## Photoionisation of the 4d subshell of Rh⁶⁺: from the known rows to 400 eV

A photon removes a 4d5/2 electron (the subshell label N5) from Rh⁶⁺, and the electron leaves with kinetic energy $E$. The cross section $\sigma$ is given in megabarn (1 Mb = $10^{-18}$ cm²). The asymmetry parameter $\beta$ fixes the direction of emission: for linearly polarised light the intensity at angle $\theta$ to the electric vector goes as $1+\beta P_2(\cos\theta)$, with $-1\le\beta\le 2$. The values come from an independent-particle Dirac-Hartree-Slater calculation. The three 4d electrons are averaged over $j$, which places a statistical 1.8 of them in 4d5/2 and removes all multiplet structure. The height of $\sigma$ is proportional to the number of electrons counted, and the outputs do not state whether that is 1.8 or a full subshell of six. The size suits 1.8 much better, but the reasoning below leans on shapes and ratios. Successive energies differ by a factor of about 1.25.

Radial Dirac-Fock and Kohn-Sham solver 2, Rh6+ (Z = 45), [Kr] 4d3: photoionisation of subshell N5 (4d5/2) with independent particles and no interchannel coupling. Dirac-Hartree-Slater potential of the initial state with a Latter tail for bound and continuum orbitals; all multipoles in the length form; thresholds from Dirac-Fock Delta-SCF; nuclear rms radius 4.4945 fm.

```csv
kinetic energies (eV),cross section (Mb),beta
1.50,0.1099,0.512
1.88,0.1086,0.465
2.35,0.1072,0.404
2.93,0.1056,0.326
3.67,0.1039,0.227
4.58,0.1021,0.103
5.73,0.1005,-0.047
7.17,0.09920,-0.224
8.96,0.09870,-0.419
11.21,0.09947,-0.618
14.01,0.1021,-0.793
17.52,0.1074,-0.909
21.91,0.1160,-0.938
27.39,0.1282,-0.866
34.25,0.1438,-0.705
42.82,0.1616,-0.484
53.54,0.1797,-0.235
66.95,0.1954,0.020
83.71,0.2038,0.265
104.7,0.1994,0.480
130.9,0.1851,0.667
163.7,?,?
204.6,?,?
255.8,?,?
319.9,?,?
400.0,?,?
```

### Part (a)

The cross section dips by only 10% below its first value and then doubles, while $\beta$ swings from 0.512 to $-0.938$ and back to 0.667. Find out from these two columns which outgoing partial waves carry the cross section in each energy range.

**Solution.** The dipole selection rule sends a d electron into a p or an f continuum wave. Let $R_p$ and $R_f$ be the radial dipole amplitudes, $r=R_f/R_p$ their signed ratio and $\Delta$ the difference of the f and p scattering phases. The two channels add in the cross section, $\sigma\propto 2R_p^2+3R_f^2$, and interfere in the angular distribution. The Cooper-Zare formula for $l=2$ reads

$$\beta=\frac{2+12r^2-36\,r\cos\Delta}{5\,(2+3r^2)} .$$

The formula is nonrelativistic. A 4d5/2 electron really has one p and two f channels (f5/2 and f7/2), so everything drawn from it treats the two f amplitudes as one. Pure p emission gives $\beta=0.2$ and pure f emission $\beta=0.8$.

The deep minimum of $\beta$ can be read without a fit. The value $-1$ needs $r=2/3$ and $\cos\Delta=1$ together. Setting $\beta=-0.938$ gives $26.07r^2-36r\cos\Delta+11.38=0$. Real roots exist only for $|\cos\Delta|\ge\sqrt{4\cdot26.07\cdot11.38}/36=0.96$, and they lie between $|r|=0.49$ and 0.89. At 21.91 eV the f share $3r^2/(2+3r^2)$ is therefore between 0.26 and 0.54. The two waves are of comparable size and nearly in phase, and neither vanishes there. The p part is then 0.053 to 0.085 Mb, out of 0.1160 Mb.

The two crossings of 0.2, at 3.87 and 79.3 eV by linear interpolation, need more care. Setting $\beta=0.2$ gives $9r^2=36r\cos\Delta$, so either $r=0$ or $r=4\cos\Delta$. Suppose the first crossing is $r=0$. For small $r$ the formula becomes $\beta\approx0.2-3.6\,r\cos\Delta$, and the first row gives $r\cos\Delta=-0.312/3.6=-0.087$. With $\cos\Delta$ near 1 the ratio changes by $0.087/2.37=0.037$ per eV. Carried on in a straight line to 21.91 eV it reaches $0.037\times18.0=0.67$, inside the bracket just found. The other reading, a steady f amplitude with a turning phase, has trouble with the rate. The interference term $3.6\,r/(1+1.5r^2)$ is at most 1.47, and the Coulomb phase difference turns by only 0.33 rad between 1.50 and 8.96 eV. That moves $\beta$ by 0.49 at most, whereas it falls by 0.93. The remaining, short-range part of the phase should change slowly over a few eV in the field of a sevenfold ion, as quantum defects do along a Rydberg series. A zero of $R_f$ near 4 eV is thus an inference from $\beta$, supported again by the fit in (b).

Such a zero is a Cooper minimum. The 4d orbital has one radial node, and its large outer lobe dominates the integral $\int P_{4d}\,r'\,P_{Ef}\,dr'$ over the radius $r'$. In the field of a sevenfold ion the f electron meets no potential barrier outside the core, so even at threshold its first node falls within that lobe, somewhat beyond its peak. The first loop of the wave overlaps the inner part of the lobe, the second loop, of opposite sign, overlaps its tail, and the two contributions nearly cancel. As the energy rises the node moves inwards, the first loop loses ground, and the integral passes through zero. The small inner lobe of 4d, where the f wave is still tiny, adds little. The p wave already oscillates across the orbital at threshold, and its amplitude falls smoothly without a zero in this range.

The 3s electron of sodium is the simpler case. It has only the p channel, so when that amplitude changes sign the cross section drops almost to nothing. The analogy covers the origin of the zero and stops at its appearance. Here a second channel stays open, and on the reading above it carries about 99% of the first row, since $1.5r^2$ is about 0.01. The zero is nearly invisible in $\sigma$ and plain in $\beta$. The minimum of the total, 0.0987 Mb at 8.96 eV, lies above the zero because the f part grows only quadratically from it while the p part keeps falling. The maximum of 0.2038 Mb at 83.71 eV is then the f channel recovering with reversed sign, which differs from the delayed maximum just above threshold in neutral 4d atoms. The crossing at 79.3 eV is the other root, $r=4\cos\Delta$, with f dominant.

The level of theory is weakest in the first few eV above threshold. Independent-particle cross sections fail near d thresholds, so 4 eV is the position of the zero in this potential and not a prediction for the real ion. Without interchannel coupling, autoionising resonances such as 4p→nd cannot appear, and the smooth curve is no evidence against them.

### Part (b)

Build a model from (a) and predict $\sigma$ and $\beta$, with error bars, for the five rows from 163.7 to 400.0 eV.

**Solution.** The dipole integral responds to the photon energy $E+I$, where $I$ is the binding energy, so the natural variable is $x=1+E/I$. A rough recalled size for $I$ is 100 eV, and it is varied from 80 to 120 eV. The p channel gets a falling power law, and the f amplitude gets a linear zero at $E_0$ times a power law:

$$\sigma_p=a\,x^{-p},\qquad \sigma_f=b\left(\frac{E-E_0}{I}\right)^2x^{-q},\qquad r=\pm\sqrt{\frac{2\sigma_f}{3\sigma_p}},$$

with $r$ negative below $E_0$. The phase is the Coulomb difference for the residual charge 7 plus a smooth short-range part,

$$\Delta=-\arctan\frac{7}{2k}-\arctan\frac{7}{3k}+d_0+d_1\,g(x),$$

where $k$ is the electron momentum in atomic units and $g$ is either $\ln x$, which keeps growing, or $1-1/x$, which levels off. Three values of $I$ and two forms of $g$ make six variants. Each was fitted by least squares to the 21 known rows, with $\ln\sigma$ weighted at 1% and $\beta$ at 0.02.

All six put $E_0$ between 3.89 and 3.95 eV and give $\cos\Delta$ the course required in (a); in the variant with $I=100$ eV and $g=\ln x$ it is 0.96 at 21.91 eV and 0.08 at 130.9 eV. That variant reproduces $\sigma$ to 1.0% and $\beta$ to 0.010 (root mean square). When the zero is forced below $-10$ eV the same form does no better than 6.0% and 0.165, with $E_0$ pressed against the limit. This favours a zero above threshold, though only among curves of this form. The exponents carry no meaning: $q$ runs from 3.5 to 4.5 as $I$ goes from 80 to 120 eV. The misfit in $\sigma$ is also far above the precision of the printed values, about 0.05%, and for this variant it is largest at the last known row, where the model is 2.9% too high.

The estimate for 400 eV, a row outside the fit, runs as follows. The variant above has $a=0.11$ Mb, $p=2.17$, $b=2.99$ Mb, $E_0=3.9$ eV, $q=3.98$, $d_0=2.45$ and $d_1=0.64$. With $x=5$,

$$\sigma_p=0.11\times0.0304=0.0033\ \text{Mb},\qquad \sigma_f=2.99\times3.96^2\times0.00165=0.077\ \text{Mb},$$

so $\sigma\approx0.081$ Mb and $r\approx3.9$. The momentum is $k=\sqrt{2\cdot400/27.21}=5.42$, which makes the Coulomb part $-0.57-0.41=-0.98$ rad. Then $\Delta=-0.98+2.45+0.64\ln5=2.50$ rad and $\cos\Delta=-0.80$, so that

$$\beta=\frac{2+182.5+112.3}{5\times47.6}=1.25 .$$

With the levelling form ($d_0=2.36$, $d_1=1.08$, $g=0.8$) the phase is 2.24 rad, the cosine is $-0.62$, and the same $r$ gives 1.14. The gap between 1.25 and 1.14 shows that the unknown course of the short-range phase is a main uncertainty in $\beta$.

The direction of $\beta$ follows from the phase. As the electron gets faster the Coulomb difference shrinks towards zero, by 0.51 rad between 130.9 and 400 eV, and $\Delta$ passes $\pi/2$ just beyond the last known row. The interference term then changes sign and lifts $\beta$ above 0.8. For large $r$ the formula tends to $0.8-2.4\cos\Delta/r$, so a growing $r$ dilutes the interference and the rise must slow. With $\cos\Delta=-1$ the model's values of $r$ cap $\beta$ at 1.55 at 163.7 eV and 1.38 at 400 eV.

The prediction is the mean of the six variants. The bar adds two terms in quadrature. One is half the range of the variants. The other comes from a trial in which the last three known rows were dropped, the variants refitted and those rows predicted; the misses were +1.7, +6.2 and +12.3% in $\sigma$, relative to the table, and at most 0.012 in $\beta$. The largest miss is scaled by $n/3$ for the $n$th withheld row, and the bar is taken as symmetric. For comparison, a quadratic in $\ln E$ was put by least squares through $\ln\sigma$ and through $\beta$ for the last five known rows. It contains no physics and has no bar.

| $E$ (eV) | $\sigma$, model (Mb) | $\sigma$, quadratic (Mb) | $\beta$, model | $\beta$, quadratic |
|---|---|---|---|---|
| 163.7 | 0.175 ± 0.009 | 0.163 | 0.829 ± 0.024 | 0.836 |
| 204.6 | 0.153 ± 0.015 | 0.136 | 0.961 ± 0.038 | 0.979 |
| 255.8 | 0.129 ± 0.020 | 0.107 | 1.066 ± 0.050 | 1.098 |
| 319.9 | 0.105 ± 0.022 | 0.080 | 1.146 ± 0.060 | 1.194 |
| 400.0 | 0.082 ± 0.023 | 0.057 | 1.203 ± 0.066 | 1.267 |

Broader forecasts were set down by judgement, without sight of the withheld rows. The cross section falls at every withheld row, steepening on a log scale, with no second minimum; it is 0.045 to 0.080 Mb at 400 eV. Its slope against photon energy stays far shallower than the asymptotic $-5.5$, the value $-(l+7/2)$ of nonrelativistic dipole theory for $l=2$. The parameter $\beta$ rises at every row with shrinking steps and passes the pure-f value 0.8 at or near 163.7 eV, as $\cos\Delta$ turns negative; it is 0.78 to 0.87 at 163.7 eV and 1.1 to 1.4 at 400 eV, below about 1.5. The central value of the model for $\sigma$ at 400 eV lies slightly above the broad range given for it, and both forecasts stand as they are.

### Part (c)

Compare with the computed rows. Explain why one column is predicted better than the other, and say what should change for a neighbouring charge state.

The withheld rows as computed:

```csv
kinetic energies (eV),cross section (Mb),beta
163.7,0.1617,0.827
204.6,0.1342,0.962
255.8,0.1064,1.074
319.9,0.08094,1.165
400.0,0.05909,1.236
```

**Solution.** The broad forecasts hold. The steps in $\ln\sigma$ steepen at every row, from $-0.135$ to $-0.315$, with no second minimum on this mesh, and 0.0591 Mb at 400 eV falls inside its range. The steps in $\beta$ shrink at every row, from 0.160 to 0.071, and 0.827 at 163.7 eV and 1.236 at 400 eV are inside theirs. The ranges were wide, almost a factor of two for $\sigma$ at 400 eV, so the success is modest. One point is firm within the Cooper-Zare formula: without its interference term $\beta$ cannot exceed 0.8, so every revealed row requires $r\cos\Delta<0$.

The model misses the cross section in all five rows and always on the high side, by 8.0% of the computed value at 163.7 eV, then 14, 21 and 29%, and 39% at 400 eV. Each miss exceeds its bar, by a factor of 1.45 in the first row, falling to 1.01 in the last. The bars were of the right order but too short in every row, and symmetric where the error had one sign. The trial misses all had one sign and grew with distance, which is the mark of a bias, and a bias belongs in the central value.

The likely source of the bias is the fixed exponent. The logarithmic slope of the model's f term is $2x/(x-x_0)-q$ with $x_0=1+E_0/I$, which for $q\approx4$ can never become steeper than about $-2$. Against $E+100$ eV the model has slope $-1.39$ between the last two rows, and the computed curve has $-1.80$ and is still steepening. Theory expects this drift. A fast electron must take its momentum from the bound orbital, so the amplitude samples the momentum distribution of 4d, which falls more and more steeply, towards a power law, once $k$ exceeds the typical orbital momentum. Even the 1s level of hydrogen moves from slope $-8/3$ at threshold to $-7/2$ far above it. For 4d the road is much longer, from a positive slope after the zero to $-5.5$. The value of $q$ was set mainly by the rise and the position of the maximum, since only two fitted rows lie beyond it, and says little about the descent. That most of the excess in megabarn lies in the f channel follows from its size, though the p part may be as far off in relative terms: the model gives f 90% of the total at 130.9 eV, and its whole p part at 400 eV is about 0.003 Mb, against a miss of 0.023 Mb.

The quadratic does far better for $\sigma$, within 1.3% of the computed values in four rows and 3.9% low at 400 eV. It assumes that the step in $\ln\sigma$ changes by a constant amount per row. Over the last five known rows that change averaged $(-0.074-0.084)/3=-0.053$, and over the revealed rows it averages $(-0.315+0.074)/5=-0.048$. The curvature happened to persist, and nothing makes it persist further, since the true slope must settle at a constant while that of a quadratic grows without limit. The low value at 400 eV may be the first sign of this. The change per row is not quite smooth near 100 eV, where it runs $-0.064$, $-0.053$, $-0.061$. The wobble is larger than the printed digits allow for and may be numerical.

For $\beta$ the model is inside its bar in all five rows. It agrees to 0.002 in the first two and then falls short by 0.008, 0.019 and 0.033, half a bar at most. The quadratic overshoots in every row, by 0.009 to 0.031, and is the closer of the two only at 400 eV, by a narrow margin. The angular distribution is the easier target because it depends on a ratio of amplitudes and on a phase, and in the model half or more of the change in that phase is the known Coulomb term. It is also insensitive to the error in $\sigma_f$. At 400 eV the means over the variants are $r=3.81$ and $\cos\Delta=-0.71$, which give 1.20. If the f part is divided by 1.39, which removes nearly all of the excess, $r$ drops to $3.81/\sqrt{1.39}=3.23$ and

$$\beta=\frac{2+12r^2+36\times0.71\,r}{5\,(2+3r^2)}=1.26 .$$

A large error in $\sigma$ thus costs only 0.06 in $\beta$, and the shift has the sign of the observed shortfall while going past the computed 1.236. This does not show that both misses share one cause. The test holds the p part fixed, but its power law has a fixed exponent too and can overshoot in step with f, which leaves $r$ nearly unchanged. The shortfall then points to the phase, and the growing form $g=\ln x$, with $r\approx3.9$ and $\cos\Delta=-0.80$, already gave 1.25. Errors in $r$ and in the phase can offset each other in $\beta$. The agreement to 0.002 in the first two rows is partly luck for the same reason.

For a neighbouring ion of rhodium the useful rule is that the zero is tied to photon energy more than to kinetic energy. Removing one more 4d electron deepens the potential inside the orbital by a nearly constant amount, of the rough order of 10 to 20 eV, and leaves its shape there almost unchanged. The binding energy rises by about as much. The f wave therefore keeps its form across the orbital if its kinetic energy drops by that same amount, so the zero moves down in kinetic energy and stays at roughly the same photon energy. The pattern then slides towards threshold as the charge grows. With only about 4 eV to spare, the zero for Rh⁷⁺ would plausibly lie below threshold, so that $\beta$ would start under 0.2. For Rh⁵⁺ it would lie higher, with a stretch of f emission of the original sign before it, a larger cross section at threshold and a more visible dip. The direction of the shift is standard physics, and a step of that size outruns the 4 eV margin, so the crossing for Rh⁷⁺ is fairly safe within this picture. What hangs on the few eV that an independent-particle potential cannot be trusted to give is whether the zero of Rh⁶⁺ itself lies above threshold.
